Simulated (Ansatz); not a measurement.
Method: DFT PBE, scalar-relativistic, plane waves, PAW (Ansatz). Settings: cutoff 420 eV, Γ-centred meshes spaced at most about 0.3 Å⁻¹, and about 0.25 Å⁻¹ or finer for metals (2π included), Gaussian smearing. No spin polarisation in the final relaxations.

Energies over the elements count from the elements' standard structures at the same level (N₂ as a molecule), with no fitted energy shifts.

A relaxed structure of YZnC4N4 has 26.30 Å³/atom, +0.19 eV/atom against the elements, no gap on its mesh:

```
Y Zn C N
1.0
     6.40669    0.00000    0.00000
     0.00000    6.40669    0.00000
     0.00000    0.00000    6.40669
Y Zn C N
1 1 4 4
Cartesian
  0.0000 0.0000 0.0000
  3.2033 3.2033 3.2033
  1.3938 1.3938 1.3938
  1.3938 5.0129 5.0129
  5.0129 1.3938 5.0129
  5.0129 5.0129 1.3938
  2.0703 2.0703 2.0703
  2.0703 4.3364 4.3364
  4.3364 2.0703 4.3364
  4.3364 4.3364 2.0703
```

Problem. Predict cell, energy and gap of CaZnC4N4 with the same space group and Wyckoff sites.

Solution. CaZnC4N4 has a = 6.508 Å: 27.57 Å³/atom, +0.062 eV/atom against the elements, a gap of 5.73 eV on its mesh. The volume per atom changes by +4.8 % and the formation energy by -0.13 eV/atom (from unrounded values). The gap opens. Covalent radii: Y 1.90 Å, Ca 1.76 Å; electronegativities 1.22 and 1.00. The cell doesn't follow the covalent radius here. Around Ca lie 4 C at 2.50 Å; Zn is surrounded by 4 N at 1.97 Å; C is surrounded by 1 N at 1.17 Å and 1 Ca at 2.50 Å; N has 1 C at 1.17 Å and 1 Zn at 1.97 Å.

```xyz
10
Lattice="6.5082 0.0000 0.0000 0.0000 6.5082 0.0000 0.0000 0.0000 6.5082" Properties=species:S:1:pos:R:3 pbc="T T T"
Ca    0.0000    0.0000    0.0000
Zn    3.2541    3.2541    3.2541
C     1.4458    1.4458    1.4458
C     1.4458    5.0624    5.0624
C     5.0624    1.4458    5.0624
C     5.0624    5.0624    1.4458
N     2.1192    2.1192    2.1192
N     2.1192    4.3890    4.3890
N     4.3890    2.1192    4.3890
N     4.3890    4.3890    2.1192
```

The two cells were relaxed from separate starts that ended on the same group and sites; neither need be the stable form of its compound. Kohn–Sham gaps at this level usually fall short of measured ones. A magnetic state wasn't ruled out in cells without spin, among them YZnC4N4 P-43m. The reference form of C is held partly by dispersion forces, which this level lacks. Cells relaxed within their symmetry can be saddle points.

The gap opens because of electron count. Ca²⁺ and Zn²⁺ exactly balance four cyanide anions, leaving the C–N bonding and lone-pair states full and the π* states empty. Y³⁺ brings one electron more, and with an odd number per cell a spin-paired calculation must leave a band partly filled. That electron probably enters states of Y 4d and cyanide π* character, and the cost of placing it there may contribute to the less favourable formation energy of the Y compound.

The cell follows ionic rather than covalent size: Ca²⁺ is larger than Y³⁺ and, with its lower charge, attracts the carbon end of cyanide less strongly. The coordinates place nearly all the expansion in the metal–carbon contacts, while the C–N and Zn–N distances barely change.

Both compounds remain above the elements in energy, despite the strong C–N bond. The cyanide orientation is also chemically unusual, since Ca normally favours the nitrogen end and Zn the carbon end; the reversed linkage could well be lower in energy.
